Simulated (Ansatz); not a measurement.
A series in volume per atom on ZnSnN₂

Density functional stress and forces at fixed atoms, pressure and stress positive in compression, spin-unpolarised plane waves. The results are calculated, by Ansatz 0.2.0.

Cell of the first row (space group R-3m, No. 166):
```
ZnSnN2
1.0
      1.5520     0.8961     5.0468
     -1.5520     0.8961     5.0468
      0.0000    -1.7921     5.0468
Zn Sn N
1 1 2
Direct
  1.00000 0.00000 0.00000
  0.50000 0.50000 0.50000
  0.24758 0.24758 0.24758
  0.75242 0.75242 0.75242
```

Settings of every row: periodic directions 3; functional r2SCAN; spin orbit no; potentials PAW; wave cutoff 500 eV; k mesh 10x10x10; smearing width 0 eV.

Limits: the cell comes from a prototype or a list of computed structures and needn't be the stable phase.

| row | volume per atom (Å³) | pressure (GPa) |
| --- | --- | --- |
| 1 | 10.528 | ? |
| 2 | 10.853 | 6.19 |
| 3 | 11.186 | 0.01 |
| 4 | 11.354 | -2.75 |
| 5 | 11.87 | -9.83 |

Question: what pressure should row 1 give?

Worked fit of pressure. Take u = (V_r/V)^(2/3) − 1 with V_r = 11.27 Å³ an atom, which is twice the finite (Eulerian) strain; such expansions in the strain, on which the Birch-Murnaghan equation of state is built, carry the rest volume and the bulk modulus. The shown rows have u = 0.02545, 0.005, -0.00494, -0.03399. Least squares give pressure = −1.399 + 276.75 × u + 844.5 × u² GPa; a straight line predicts inner rows, each left out in turn, worse (root mean square 0.48 against 0.0089 GPa). All shown rows lie on it to the printed digit. The pressure vanishes at u = 0.0050, or V = 11.19 Å³ an atom, and there the bulk modulus with atoms relaxed is B = −V dP/dV = (2/3)(1 + u) dP/du = 191 GPa. The withheld row has u = 0.04645, so the fit gives −1.399 + 276.75 × (0.04645) + 844.5 × (0.04645)² = 13.28 GPa.

The calculation gave 13.32 GPa. The fit lies 0.04 GPa (0.17 % of the column's range) below it; its largest miss of a shown row is 0.00 GPa. This row lies beyond the range of the fit.
